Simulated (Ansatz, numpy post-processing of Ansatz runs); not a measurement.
# Band gap, band edges and electron mass of diamond-structure Ge under uniform volume change, r2SCAN with spin-orbit coupling

Germanium in the diamond structure holds each atom by four covalent bonds, and a uniform change of volume alters their length but not their angles. The top of the valence band is built from bonding p states, while the low conduction valleys at Gamma, at L and on the line Gamma-X differ in their s and p character and so respond differently to bond length. Which valley is lowest decides whether the material absorbs and emits light efficiently at its gap and how heavy its electrons are, which matters for infrared detectors, lasers on silicon and fast transistors. The question is how the gap, the band edges and the electron mass follow the volume. Volumes are measured against the r2SCAN cell at zero pressure, and gaps run from the valence-band maximum to the conduction-band minimum.

## Set-up

Ge (diamond), space group 227, 2 atoms in the cell, from the Crystallography Open Database. The reference is the cell relaxed to zero pressure with this functional (primitive vectors 4.010, 4.010, 4.010 angstrom). The volume is imposed; the cell is scaled uniformly and no force acts on the atoms, so no relaxation was run. Ansatz 0.2.0, plane waves with PAW potentials (set ansatz_paw_generated_soft_1), r2SCAN, with spin-orbit coupling, no spin polarisation, no Hubbard U; cutoff 500 eV, self-consistent k meshes 8x8x8. Band extrema were located on a dense mesh in each cell and refined; masses are central differences at 0.008 and 0.03 1/angstrom. Points of the series that are not tabled: 1.02 (gap 0.091 eV, closed or under 0.1 eV); 1.04 (gap 0.000 eV, closed or under 0.1 eV); 1.06 (gap 0.000 eV, closed or under 0.1 eV).

Notes on method and selection:

- Semilocal Kohn-Sham gaps lie below measured gaps, and light masses that scale with the gap come out too small.
- Transitions to other structures, dislocations and cracks are not considered.
- Pressure against volume is the equation of state, whose slope gives the bulk modulus.
- Runs that did not converge, have known faults or may not be shown are not listed, and runs on Ansatz's PAW sets soft_1 and soft_2 are kept to separate tables.

Columns:

- V/V0: volume over that of the reference cell.
- pressure (GPa): static pressure, positive under compression.
- edges: where the valence-band maximum and the conduction-band minimum lie in the zone.
- band gap (eV): fundamental Kohn-Sham gap (generalised Kohn-Sham for meta-GGA and hybrids), conduction-band minimum minus valence-band maximum.
- electron mass (m_e): electron conductivity mass of the lowest valley, in free-electron masses.

## Numbers

| member | V/V0 | pressure (GPa) | edges | band gap (eV) | electron mass (m_e) |
| --- | --- | --- | --- | --- | --- |
| V/V0 = 0.88 | 0.88 | 12.44 | Gamma to on Gamma-X | 0.498 | 0.242 |
| V/V0 = 0.91 | 0.91 | 8.49 | Gamma to on Gamma-X | 0.556 | 0.244 |
| V/V0 = 0.94 | 0.94 | 5.16 | Gamma to L | 0.559 | 0.125 |
| V/V0 = 0.96 | 0.96 | 3.24 | Gamma to L | ? | ? |
| V/V0 = 0.98 | 0.98 | 1.53 | Gamma to L | 0.415 | 0.119 |
| V/V0 = 1.00 | 1.00 | 0.00 | Gamma to Gamma | 0.281 | 0.016 |

Cells marked ? are withheld until the estimate has been made.

Least-squares fits to the members shown, with x = V/V0; R² and errors in the fitted variable (y, or ln y where the fit is in ln y):

| y | members | fit | R² | rms residual | leave-one-out rms | the same for the mean of the others |
| --- | --- | --- | --- | --- | --- | --- |
| band gap (eV) | 5 | y = −38.2973 + 84.4098 x − 45.8281 x² | 1.00 | 0.0056 | 0.021 | 0.13 |
| electron mass (m_e) | 5 | y = −4.6030 + 11.955 x − 7.3197 x² | 0.89 | 0.029 | 0.071 | 0.11 |

## Why the values move as they do

The gap does not follow the volume in one direction. From row to row it rises from 0.498 eV at V/V0 = 0.88 to 0.559 eV at 0.94, then falls to 0.281 eV at 1.00; the crest itself lies between 0.91 and 0.94, where a rising and a falling valley cross. The valence-band maximum stays at Gamma in the rows shown, while the conduction-band minimum moves from the line Gamma-X to L and then to Gamma.

Each valley has its own slope against the valence-band maximum, given here per unit of V/V0:

- On Gamma-X: (0.556 − 0.498) / (0.91 − 0.88) = +1.9 eV.
- At L: (0.415 − 0.559) / (0.98 − 0.94) = −3.6 eV.
- At Gamma, with the gap of 0.091 eV that the set-up gives for 1.02: (0.091 − 0.281) / (1.02 − 1.00) = −9.5 eV.

The order follows from orbital character. The Gamma state is an antibonding s combination, which shorter bonds push up strongly. The L state mixes s with p and rises less, and the valley near X, with more p character, sinks slowly relative to the valence-band top.

The electron mass changes mainly by steps, because it belongs to the valley. It is 0.242 and 0.244 m_e on Gamma-X, 0.125 and 0.119 m_e at L, and 0.016 m_e at Gamma. The last is small because the valence band lies close below and repels the conduction band. With spin-orbit splitting neglected, m/m_e ≈ E_gap / E_P, where E_P is roughly 20 eV in tetrahedral semiconductors, so 0.281 / 20 = 0.014.

That the gap is direct at the reference volume is an error of the level of theory: real germanium at ambient pressure has its conduction-band minimum at L. Semilocal functionals place the s-like Gamma state too low, so the change from L to Gamma comes at too small a volume. At the compressed end, the pressures are of the order at which real germanium leaves the diamond structure.

## Predicting the missing value

Plain estimates from the members shown:

- V/V0 = 0.96, fit at x = 0.96: 0.501 eV
- V/V0 = 0.96, straight-line interpolation between V/V0 = 0.94 and V/V0 = 0.98: w = (0.96 − 0.94) / (0.98 − 0.94) = 0.500, so 0.559 + 0.500 × (0.415 − 0.559) = 0.487 eV

At V/V0 = 0.96 the conduction-band minimum lies at L, as it does at 0.94 and 0.98. The straight line between these two neighbours therefore follows a single valley and gives 0.487 eV. The quadratic fit gives 0.501 eV, but it runs one smooth curve through three valleys, and part of its curvature stands for the changes of valley. The straight line is the better choice.

No third L row is shown on which to try the line. Its slope can still be checked against the order of the valleys: carried to V/V0 = 1.00 it puts L at 0.415 − 3.6 × 0.02 = 0.343 eV, above the direct gap of 0.281 eV, as the edges column requires.

The remaining doubt is the curvature of the L gap between the neighbours. Its size can be judged by taking the gap as linear in pressure instead of volume. The weight is then (5.16 − 3.24) / (5.16 − 1.53) = 0.529, and the gap is 0.559 − 0.529 × 0.144 = 0.483 eV. The two choices differ by 0.004 eV. Saturation of the L gap under compression would bend the curve the other way, so no shift is applied. The error is set at 0.005 eV, the difference between the two choices rounded up.

**Committed estimate, V/V0 = 0.96: band gap = 0.487 ± 0.005 eV.**

## Result

| member | V/V0 | pressure (GPa) | edges | band gap (eV) | electron mass (m_e) |
| --- | --- | --- | --- | --- | --- |
| V/V0 = 0.96 | 0.96 | 3.24 | Gamma to L | 0.486 | 0.122 |

| member | estimate | band gap (eV) | computed | estimate − computed | miss in error bars |
| --- | --- | --- | --- | --- | --- |
| V/V0 = 0.96 | committed | 0.487 | 0.486 | +0.001 | 0.2 |
| V/V0 = 0.96 | fit | 0.501 | 0.486 | +0.015 |  |
| V/V0 = 0.96 | interpolation | 0.487 | 0.486 | +0.001 |  |

The estimate of 0.487 eV lies 0.001 eV above the computed 0.486 eV, well inside its error bar of 0.005 eV. It is the straight-line interpolation itself, so it did no better than that; the quadratic fit was 0.015 eV too high.

The argument that held is that a line should be drawn within one valley. The L gap falls by 0.559 − 0.486 = 0.073 eV from V/V0 = 0.94 to 0.96 and by 0.486 − 0.415 = 0.071 eV from 0.96 to 0.98, almost equal steps. A gap linear in pressure would have given 0.483 eV, slightly too low, and the saturation under compression that was considered as a possible shift does not show at this spacing.

The electron mass agrees with this picture. At 0.122 m_e it lies midway between the two neighbouring L values, as expected where the valley stays the same and only its shape changes slightly.

## Exceptions

Least-squares fits to the whole series, with x = V/V0; R² and errors in the fitted variable (y, or ln y where the fit is in ln y):

| y | members | fit | R² | rms residual | leave-one-out rms | the same for the mean of the others |
| --- | --- | --- | --- | --- | --- | --- |
| band gap (eV) | 6 | y = −36.9305 + 81.5128 x − 44.2987 x² | 0.99 | 0.0071 | 0.014 | 0.11 |
| electron mass (m_e) | 6 | y = −4.0571 + 10.798 x − 6.7089 x² | 0.89 | 0.027 | 0.055 | 0.095 |

Largest departures from the fit to the whole series:

| member | band gap (eV) | fit | computed − fit | in rms residuals |
| --- | --- | --- | --- | --- |
| V/V0 = 0.96 | 0.486 | 0.496 | −0.010 | 1.4 |
| V/V0 = 0.94 | 0.559 | 0.549 | +0.010 | 1.4 |
| V/V0 = 0.98 | 0.415 | 0.408 | +0.007 | 1.0 |
| V/V0 = 0.91 | 0.556 | 0.562 | −0.006 | 0.9 |

The largest departures from the quadratic fit to the gap are −0.010 eV at V/V0 = 0.96 and +0.010 eV at 0.94, only 1.4 rms residuals each. Their signs follow from the shape of the fit. The three L rows lie almost on a straight line, while the parabola arches over it, so the middle row falls below the fit and the two outer rows, 0.94 and 0.98, lie above it. These departures come from fitting one smooth curve to several valleys and do not point to a fault in any single row.

Relative to the values, the same weakness is much larger in the electron mass. At 0.94 the fit gives −4.0571 + 10.798 × 0.94 − 6.7089 × 0.94² = 0.165 m_e, against a computed 0.125 m_e. Between the rows at 0.91 and 0.94 the minimum passes from Gamma-X to L and the mass is nearly halved, a step that no parabola can reproduce.

## What to take away

For V/V0 from 0.94 to 0.98 the r2SCAN gap of Ge is an L gap that is very nearly linear in volume, and a member between two L rows can be estimated to a few meV. The edges have to be known first, since both the slope of the gap and the electron mass change with the valley.

In units of practice, the L gap opens under pressure by (0.559 − 0.415) / (5.16 − 1.53) = 0.040 eV/GPa, while the Gamma-X gap closes by (0.556 − 0.498) / (12.44 − 8.49) = 0.015 eV/GPa.

The error of the functional in the direct gap is larger than the whole spread of the table, 0.559 − 0.281 = 0.278 eV. At the reference volume the direct gap is too small by roughly half an eV. As far as this error changes little with volume, it cancels in the slopes within one valley, which are then more useful than the absolute gaps or the volume at which L gives way to Gamma.
